A crystal of ordered AlGaN₂ has the zincblende arrangement, with layers of Al and layers of Ga alternating along one axis. The cell is squeezed or stretched along that axis while its volume stays fixed. The axial ratio is the length along the axis divided by the length across it, relative to the starting cell. Below 1 the cell is flattened, above 1 it is elongated.

AlGaN₂ (P-4m2, 4 atoms per cell, a = 3.141 Å, c = 4.424 Å) is strained along c at fixed volume and fixed fractional coordinates, starting from a cell not relaxed at this level. Ansatz 0.2.0, plane-wave PAW, LDA, scalar-relativistic, no spin polarisation, cutoff 420 eV, k mesh 8×8×6, Gaussian smearing 0.05 eV. Pressure is positive in compression.

| axial ratio (over its starting value) | energy change (meV/atom) | pressure (GPa) | gap on mesh (eV) |
| --- | --- | --- | --- |
| 0.8 | 107.9 | -9.07 | 2.415 |
| 0.85 | 61.3 | -7.24 | 2.628 |
| 0.92 | 17.8 | -5.63 | 2.863 |
| 0.96 | 4.4 | -5.16 | 2.901 |
| 1 | 0.0 | -4.97 | 2.856 |
| 1.05 | 8.3 | -5.06 | 2.772 |
| 1.1 | 33.2 | -5.41 | 2.648 |
| 1.2 | 137.1 | -6.64 | 2.221 |
| 1.3 | 316.6 | -8.01 | 1.513 |

### Question 1. Which costs more energy, flattening or elongation?

Elongation does. Row 1.2 lies 137 meV/atom above the starting cell, row 0.8 only 108 meV/atom. The comparison even favours elongation, because the mirror image of a ratio of 0.8 is 1/0.8 = 1.25, not 1.2. The elongated cell has been distorted less and still costs more.

*Remark.* Ratios multiply, so distortions are best compared by their logarithms. An answer that treats 0.8 and 1.2 as equal steps reaches the right conclusion but understates the difference.

### Question 2. What in the crystal resists the change of shape?

Mainly the angles between bonds. Each atom sits in a tetrahedron of four neighbours. If Al and Ga are averaged, a bond runs half a cell edge across the axis and a quarter of the cell height along it. For row 1.3 the fixed volume gives:

- across: 1.571 Å × 1.3^(−1/3) = 1.439 Å
- along: 1.106 Å × 1.3^(2/3) = 1.317 Å
- bond length: √(1.439² + 1.317²) = 1.951 Å, against 1.921 Å at the start
- angle bisected by the axis: 2 arctan(1.439/1.317) = 95°, against 110° at the start

The bond grows by less than 2 %, while the angle closes by about 15°. A rough bulk modulus of 200 GPa, together with the tension already present in the starting cell, puts the cost of this lengthening at the order of a tenth of the total. The rest is then mostly bending. This division is an estimate from geometry and elasticity; the calculation itself yields only the total.

*Remark.* A tetrahedral network can change its shape by turning its bonds, which is easier than stretching them. The same reasoning applies to any zincblende crystal sheared in this way.

### Question 3. The pressure is negative in every row. What would change if the volume were free?

The cell would shrink. Pressure counts as positive in compression, so −5 GPa at ratio 1 means that the starting cell is too large for this level of theory. With the same rough bulk modulus, the excess is 5/200, or two to three per cent of the volume. The likely main cause is LDA itself, which is known to bind solids too tightly. The plane-wave cutoff may contribute to this pressure, and so may the PAW datasets, which were made for PBE and not for LDA. None of these shares was tested. Zero-point motion and heat, both left out here, would win back a little of the lost volume.

Every distorted cell pulls inward more strongly still. At fixed volume, a change of shape in either direction lengthens the bonds on average, and longer bonds favour contraction. Lengthening fits the direction of the change but not its size: the bonds grow less in row 0.8 than in row 1.3, yet row 0.8 shows the larger fall in pressure.

*Remark.* The column is an average over directions. In row 1.3 it combines a compression of 13 GPa across the axis with a tension of 50 GPa along it. Anyone concerned with a stressed layer needs the separate components.

### Question 4. Would a single spring constant for all bond angles reproduce the energies?

Only roughly. The model takes the energy as one constant times the sum of the squared changes of angle. Fitted to all nine rows, it gives 160 meV/atom for row 0.8, where the calculation has 108. For row 1.3 it gives 280 instead of 317. The real crystal is softer than the spring when strongly flattened and stiffer when strongly elongated.

Symmetry permits this. Flattening and elongation are different distortions, so the energy may contain a cubic term in the logarithm of the ratio. A quadratic plus a cubic term, also fitted to all rows, stays within about 3 meV/atom of each; the output below gives both fits. That law describes the asymmetry without explaining it.

A possible cause lies in the repulsion between atoms of the same kind. Elongation pushes each nitrogen strongly towards the four others in its own layer. Flattening spreads a milder approach over eight nitrogens in the neighbouring layers. A steep repulsion would penalise the first more, but this has not been tested here.

*Remark.* A good answer separates a formula that follows the curve from a mechanism that produces it.

### Question 5. Which digits of the energy can be trusted?

The stresses of the same runs offer a check. At fixed volume V, the slope of the energy E with the logarithm of the ratio r is

dE/d ln r = (2/3) V (p_across − p_along),

where the two p are the pressures across and along the axis. In row 0.96 they are −6.75 and −1.98 GPa, in row 1.05 they are −2.53 and −10.12 GPa. The output below lists their difference for every row. Adding up these slopes from row to row gives 107 meV/atom for row 0.8 and 321 meV/atom for row 1.3. Both agree with the energy column to within about 1 %, so the energies and stresses are consistent with each other.

The physical uncertainty is larger than the last printed digit. The atoms kept their fractional positions, and forces remain on the nitrogens. Letting them relax would lower row 1.3 by a few meV/atom, judging by a rough force constant for nitrogen. Whole meV are therefore the finest digits worth quoting, and in the strongly distorted rows even these are uncertain.

*Remark.* Agreement between stress and energy tests the arithmetic of the calculation. It does not test the functional, the k mesh or the frozen positions, which affect both quantities alike.

### Question 6. Does symmetry force the energy minimum to lie at ratio 1?

No. In cubic zincblende the three axes are equivalent, so the stress is the same in all directions. By the formula above, the energy then has zero slope at the cubic shape. Alternating layers of Al and Ga single out one axis and remove this condition.

The minimum nevertheless hardly moves. The cubic shape lies at a ratio of 1.004, because the starting cell is itself slightly flat, and the two stresses become equal at a ratio of 0.998. Relaxing the nitrogens would shift this point upwards by roughly 0.002, which is as much as its distance from 1. The side of 1 on which the true minimum lies therefore remains undecided.

If every Ga were replaced by Al and the nitrogens sat midway between the metal layers, the crystal would be cubic at its ideal shape, and symmetry would fix the extremum there exactly.

*Remark.* A minimum close to a symmetric shape is no evidence that symmetry holds it there. Here the order is only a weak disturbance of a cubic parent.

### Question 7. Why is the gap largest at another shape than the one of lowest energy?

Among the computed rows the gap peaks at 0.96, with 2.90 eV, and it is already smaller at ratio 1. The standard explanation starts from the top of the valence band. In cubic zincblende, with spin-orbit coupling left out as it is here, it consists of three states of equal energy, built mainly from nitrogen p orbitals along the three axes. Flattening raises the state along the axis above the other two, and elongation raises the pair across it. Either way the highest filled level moves up. If the lowest empty level stays nearly in place, the gap narrows, so it is largest where the filled levels cross.

Layers of Al and Ga split these levels before any strain is applied. Some strain is then needed to bring them together again, and the crossing moves away from the cubic shape. The numbers fit this picture: the gap rises steeply up to row 0.92 and falls beyond row 0.96. Straight lines drawn through the gaps on either side meet at a ratio of about 0.94.

The total energy is expected to be less sensitive, because it counts all the filled states. When the three split about a fixed average, their sum does not change to first order. The gap, by contrast, feels only the highest of them. That would explain why the same weak order displaces the gap maximum by several per cent and the energy minimum by only about half a per cent. If the picture holds, the highest filled level is built from the orbitals along the axis in row 0.92 and from those across it in row 0.96. The table does not give the orbital character, and a crossing of empty levels could also produce a maximum.

*Remark.* This argument concerns the position of the maximum, not the size of the gap. LDA gaps are too small, and a band edge lying between the points of the k mesh would be missed. The position is not final either: the starting cell was not relaxed, and a smaller volume or shifted nitrogens could move the crossing.

One part of the curve goes beyond the simple picture. A splitting proportional to strain would make the gap fall at a steady rate, but under elongation the fall keeps steepening, and by row 1.3 the gap has lost 1.4 eV from its peak. Does a different conduction-band state take over as the lowest empty level, or do the original band edges bend? To decide, one would follow both band edges from row 1 to row 1.3, noting their orbital character and their place in the Brillouin zone.

Numerical output:

```
fit of energy_change on 9 rows: coefficient of bend 0.4183 +/- 0.028; rms 23.2, worst 0.8 52.2, leave-one-out rms 38.5
fit of energy_change on 9 rows: coefficient of x2 3258 +/- 20, coefficient of x3 5057 +/- 84; rms 1.56, worst 0.85 3.04, leave-one-out rms 4.31
Shape and response:
   row  mean angle bisected by axis (deg)  bond lengthening (%)  rough stretching cost (meV/atom)  one-spring energy (meV/atom)  pressure less that at 1 (GPa)  across less along (GPa)  gap slope from row before (eV per unit ln ratio)
   0.8                              121.2                 1.089                             18.33                         160.1                           -4.1                   -18.85                                               n/a
  0.85                              118.2                0.5936                             8.186                         88.09                          -2.27                   -14.96                                             3.513
  0.92                              114.1                0.1663                             1.858                         24.26                          -0.66                   -8.969                                              2.97
  0.96                              111.9               0.04397                            0.4583                          5.95                          -0.19                   -4.765                                            0.8929
   1.0                              109.7                     0                                 0                             0                              0                   0.2041                                            -1.102
  1.05                                107               0.04451                            0.4641                          8.89                          -0.09                    7.589                                            -1.722
   1.1                              104.5                0.1884                              2.13                         34.66                          -0.44                     16.3                                            -2.666
   1.2                               99.6                0.7336                             10.75                         131.5                          -1.67                    37.37                                            -4.907
   1.3                              95.05                 1.567                             30.95                         280.2                          -3.04                    62.24                                            -8.845
Energy over squared log ratio, row 1.3 relative to row 0.8: 2.123
Starting c/a relative to the ideal square root of 2: 0.9959
Axial ratio at which the two stresses are equal (energy minimum): 0.9984
Rough shift of that ratio if N atoms relaxed: 0.001955
Rough energy gained if N atoms relaxed, row 1.3 (meV/atom): 3.585
Slope of stress difference with log ratio near 1 (GPa): 137.9
Energy of row 0.8 from integrated stress (meV/atom): 107
Energy of row 1.3 from integrated stress (meV/atom): 320.8
Axial ratio where straight lines through the gaps on either side cross: 0.9394
Gap lost from row 0.96 to row 1.3 (eV): 1.388
```
